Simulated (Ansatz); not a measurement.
# Zone-centre optical phonons of WC-type TaN under biaxial strain in the (0001) plane, from LDA linear response

A tantalum nitride coating held by its substrate carries in-plane strain, and a vibrational line is a convenient gauge of it if the shift per per cent of strain is known. I take WC-type TaN, strain a and b equally, let c and the atoms relax, and follow the two optical levels at the zone centre: the doubly degenerate E', in which Ta and N move against each other in the plane, and A2'', in which they do so along c. Shifts are measured from the unstrained LDA cell, with tension positive. By symmetry E' is Raman-active and A2'' is not, so E' is the natural line for a Raman gauge. I want its slope, its curvature, and whether the distance between the two levels is also a gauge of strain.

## Systems and settings

One crystal, TaN (WC-type) (entry of the Crystallography Open Database). It was then strained (biaxial, in the (0001) plane, that of a and b) with the free edges and the atoms relaxed; labels give the mode at rest and under strain. The structures stem from measured cells of the Crystallography Open Database, directly or through a relaxation at another level; cell and atoms were relaxed at zero pressure at each row's own level, inside the symmetry of the start, with no thermal or zero-point expansion. Program: Ansatz 0.2.0, plane waves, LDA, the program's earlier default PAW potentials, scalar-relativistic without spin-orbit coupling, no spin polarisation. Wave-function cutoff 420 eV (the default for the potentials of each cell); on the k meshes (Γ-centred) the least product of divisions and cell-vector length runs from 45 to 47 Å. Occupations: methfessel-paxton smearing of 0.2 eV. Harmonic modes at natural masses come from linear response (density functional perturbation theory), with the acoustic sum rule imposed.

Notes on method and selection:

- Harmonic values at the static lattice; measured values carry thermal expansion and anharmonic shifts at their temperature.
- Modes are followed from row to row by the overlap of their patterns; levels that are degenerate at rest are joined across zero strain by their slopes.
- In cells without a Kohn-Sham gap the frequencies depend on k mesh and smearing; errors of a few per cent are possible.
- Spin-orbit coupling is left out; it matters most with heavy elements (here Ta).
- Runs that did not converge, have known faults or may not be shown are not listed, and runs on Ansatz's PAW sets soft_1 and soft_2 are kept to separate tables.

Columns:

- biaxial strain (%): biaxial strain in the (0001) plane, that of a and b, tension positive.
- stress (GPa): stress along the strain, tension positive.
- free-edge strain (%): strain of the free edge.
- E' (cm⁻¹): zone-centre mode E', no LO-TO term.
- A2'' (cm⁻¹): zone-centre mode A2'', no LO-TO term.

Input lines of one member:

```
kpoints:
  mp_grid: { grid: [18, 18, 16] }
hamiltonian:
  xc: lda
  pseudopotentials: { kind: paw, azcp: { folder: soft_1 }, xc_functional: pbe }
scf:
  occupations: { method: methfessel_paxton, width: 0.2 }
output:
  eigenvalues: true
phonons:
  method: dfpt
```

Command (options for logging and memory left out): `ansatz run input.yaml --threads 4 --backend cpu`

## Table of results

```
member  biaxial strain (%)  stress (GPa)  free-edge strain (%)  E' (cm⁻¹)  A2'' (cm⁻¹)
−4.0 %  −4                  −40.20        1.75                  583.8      609.1
−3.0 %  −3                  −29.04        1.27                  575.3      600.3
−2.0 %  −2                  ?             ?                     ?          ?
−1.0 %  −1                  ?             ?                     ?          ?
+0.0 %  0                   0.00          0.00                  543.7      567.9
+1.0 %  1                   8.30          −0.37                 531.7      555.4
+2.0 %  2                   15.94         −0.72                 518.9      542.2
+3.0 %  3                   22.97         −1.05                 505.4      528.2
+4.0 %  4                   29.40         −1.35                 491.3      513.5
```

Cells marked ? are withheld until the estimate has been made.

Least-squares fits to the members shown, with x = biaxial strain (%); R² and errors in the fitted variable (y, or ln y where the fit is in ln y):

```
y            members  fit                  R²    rms residual  leave-one-out rms  the same for the mean of the others
A2'' (cm⁻¹)  7        y = 564.6 − 11.87 x  0.99  2.5           3.8                38
E' (cm⁻¹)    7        y = 540.7 − 11.49 x  0.99  2.3           3.5                37
```

## Why the values move as they do

Both levels fall from each listed strain to the next, from compression to tension. Between −3 % and +3 % the mean slope of E' is (505.4 − 575.3) / 6 = −11.65 cm⁻¹ per % strain, and that of A2'' is (528.2 − 600.3) / 6 = −12.02 cm⁻¹ per %. Relative to the unstrained frequencies, both are close to −2.1 % per % of strain.

The E' pair does not split, because equal strain of a and b keeps the hexagonal symmetry. The distance from E' to A2'' shrinks only from 609.1 − 583.8 = 25.3 cm⁻¹ at −4 % to 513.5 − 491.3 = 22.2 cm⁻¹ at +4 %, so it is a weak gauge beside the shift itself.

The main cause I see is the stiffness of the Ta–N bonds. Tension enlarges the cell, since c contracts too little to make up for the wider plane, and longer bonds have smaller force constants. Bond direction should matter as well. With central springs to the six equal Ta neighbours of each N, the ratio A2''/E' would follow c/a and rise by a factor (1 + 1.75 / 100) / (1 − 4 / 100) = 1.060 at −4 %, from the lengths of c and a relative to rest. The computed ratio hardly moves: 567.9 / 543.7 = 1.045 at rest and 609.1 / 583.8 = 1.043 at −4 %. Central springs alone therefore fail, and bond-bending or longer-ranged forces carried by the metallic electrons may offset the effect of direction.

The calibration is curved. E' drops by 583.8 − 575.3 = 8.5 cm⁻¹ from −4 % to −3 %, but by 505.4 − 491.3 = 14.1 cm⁻¹ from +3 % to +4 %. Likewise, A2'' drops by 609.1 − 600.3 = 8.8 cm⁻¹ from −4 % to −3 %, but by 528.2 − 513.5 = 14.7 cm⁻¹ from +3 % to +4 %. For a measured film I would use the shift from an unstrained sample, not the absolute frequency: an error of 1 % in E', or 0.01 × 543.7 = 5.4 cm⁻¹, would already pass for 5.4 / 11.65 = 0.5 % of strain.

## Prediction

Plain estimates from the members shown:

- −1.0 %, fit at x = −1: 576.5 cm⁻¹
- −1.0 %, straight-line interpolation between −3.0 % and +0.0 %: w = (−1 − (−3)) / (0 − (−3)) = 0.667, so 600.3 + 0.667 × (567.9 − 600.3) = 578.7 cm⁻¹
- −2.0 %, fit at x = −2: 588.3 cm⁻¹
- −2.0 %, straight-line interpolation between −3.0 % and +0.0 %: w = (−2 − (−3)) / (0 − (−3)) = 0.333, so 600.3 + 0.333 × (567.9 − 600.3) = 589.5 cm⁻¹

The two missing strains lie inside the series, so the task is to interpolate a smooth, concave curve. The straight-line fit ignores the curvature and is already 567.9 − 564.6 = 3.3 cm⁻¹ too low at rest. The chord from −3 % to 0 % is better, but it too must lie below a concave curve.

I therefore add the curvature by passing a cubic through the four nearest shown members, −4, −3, 0 and +1 %, with x the strain in %:

A2'' = 600.3 − 10.8 (x + 3) − 0.425 x (x + 3) + 0.015 x (x + 3)(x − 1)

The coefficients are divided differences. The slope from −3 to 0 % is (567.9 − 600.3) / 3 = −10.8, and that from 0 to +1 % is 555.4 − 567.9 = −12.5, so the second coefficient is (−12.5 + 10.8) / 4 = −0.425. The same quantity for −4, −3 and 0 % is (−10.8 + 8.8) / 4 = −0.5, so the third is (−0.425 + 0.5) / 5 = 0.015.

At x = −1 the cubic gives 600.3 − 10.8 × 2 + 0.425 × 2 + 0.015 × 4 = 579.6 cm⁻¹.

At x = −2 it gives 600.3 − 10.8 × 1 + 0.425 × 2 + 0.015 × 6 = 590.4 cm⁻¹.

Both values lie about 0.9 cm⁻¹ above the chord, as the concave shape requires.

The members on the tensile side that were not used test the cubic. It gives 600.3 − 10.8 × 5 − 0.425 × 10 + 0.015 × 10 = 542.2 cm⁻¹ at +2 %, 600.3 − 10.8 × 6 − 0.425 × 18 + 0.015 × 36 = 528.4 cm⁻¹ at +3 % and 600.3 − 10.8 × 7 − 0.425 × 28 + 0.015 × 84 = 514.1 cm⁻¹ at +4 %, against 542.2, 528.2 and 513.5 cm⁻¹ in the table. The misses grow from under 0.1 to about 0.6 cm⁻¹ with distance from the points used. Those are extrapolations, whereas −1 % and −2 % are enclosed by the points, so I take 0.3 cm⁻¹ as one standard deviation for each. It covers the position on this computed curve, not the error of LDA or of its use with potentials labelled PBE in the input.

**Committed estimate, −1.0 %: A2'' = 579.6 ± 0.3 cm⁻¹.**  
**Committed estimate, −2.0 %: A2'' = 590.4 ± 0.3 cm⁻¹.**

## Outcome

```
member  biaxial strain (%)  stress (GPa)  free-edge strain (%)  E' (cm⁻¹)  A2'' (cm⁻¹)
−2.0 %  −2                  −18.63        0.82                  565.6      590.5
−1.0 %  −1                  −8.97         0.40                  555.1      579.6
```

```
member  estimate       A2'' (cm⁻¹)  computed  estimate − computed  miss in error bars
−1.0 %  committed      579.6        579.6     0.0                  0.0
−1.0 %  fit            576.5        579.6     −3.1
−1.0 %  interpolation  578.7        579.6     −0.9
−2.0 %  committed      590.4        590.5     −0.1                 0.3
−2.0 %  fit            588.3        590.5     −2.2
−2.0 %  interpolation  589.5        590.5     −1.0
```

Both estimates fell inside their error bars: 579.6 cm⁻¹ was met to the printed digit at −1 %, and 590.4 cm⁻¹ was 0.1 cm⁻¹ too low at −2 %. The chord was low by 0.9 and 1.0 cm⁻¹, and the straight-line fit by 3.1 and 2.2 cm⁻¹. The concave shape was the argument that counted, and a cubic through four neighbours carried it well.

This success confirms a smooth curve, not its cause. The new rows do add to the case against central springs alone. At −2 % these would raise the ratio A2''/E' by a factor (1 + 0.82 / 100) / (1 − 2 / 100) = 1.029 over its value at rest, yet the computed ratio is 590.5 / 565.6 = 1.044, against 1.045 at rest.

## Exceptions

Least-squares fits to the whole series, with x = biaxial strain (%); R² and errors in the fitted variable (y, or ln y where the fit is in ln y):

```
y            members  fit                  R²    rms residual  leave-one-out rms  the same for the mean of the others
A2'' (cm⁻¹)  9        y = 565.2 − 11.99 x  0.99  2.4           3.5                35
E' (cm⁻¹)    9        y = 541.2 − 11.61 x  0.99  2.3           3.3                34
```

Largest departures from the fit to the whole series:

```
member  A2'' (cm⁻¹)  fit    computed − fit  in rms residuals
−4.0 %  609.1        613.2  −4.1            1.7
+4.0 %  513.5        517.2  −3.7            1.5
+0.0 %  567.9        565.2  +2.7            1.1
−1.0 %  579.6        577.2  +2.4            1.0
```

The largest departures belong to the curvature of the whole series, not to odd members. Both ends lie below the straight line, by 4.1 cm⁻¹ at −4 % and 3.7 cm⁻¹ at +4 %, while the rows at 0 and −1 % lie above it by 2.7 and 2.4 cm⁻¹. A line drawn through a concave curve leaves just this pattern.

The curvature does not come from uneven steps in volume. From −4 to −3 % the cell volume grows by the factor ((1 − 3 / 100) / (1 − 4 / 100))² × (1 + 1.27 / 100) / (1 + 1.75 / 100) = 1.016, and from +3 to +4 % by ((1 + 4 / 100) / (1 + 3 / 100))² × (1 − 1.35 / 100) / (1 − 1.05 / 100) = 1.016. Yet A2'' falls by 8.8 / 609.1 = 1.4 % in the first step and by 14.7 / 528.2 = 2.8 % in the second. The lattice thus softens faster per unit of volume once it is stretched, which would follow if the relative loss of bond stiffness per unit of length grows as the bonds lengthen.

## Summary

From −4 to +4 %, equal in-plane tension lowers both levels without splitting E', and a curved interpolation finds an enclosed member to a few tenths of a cm⁻¹.

For the Raman-active E' line near rest, the slope is (531.7 − 555.1) / 2 = −11.7 cm⁻¹ per % strain. The stress changes by (8.30 + 8.97) / 2 = 8.6 GPa per %, so a downward shift of 1 cm⁻¹ means about 0.09 % strain or 0.7 GPa of tension. Used at +4 %, this slope would read (543.7 − 491.3) / 11.7 = 4.5 %, so large strains need the curve.

I expect no omitted effect to exceed the spread of A2'', 609.1 − 513.5 = 95.6 cm⁻¹. Warming usually lowers such lines, by roughly 1 % or less up to room temperature, which could still mimic some tenths of a per cent of tension. The strained film and its unstrained reference should therefore be measured at the same temperature.

[Logs are printed without paths, hosts, clocks, repeated set-up lines and the standing remarks that a program may print on its own settings, such as how far it seeks lower states.]
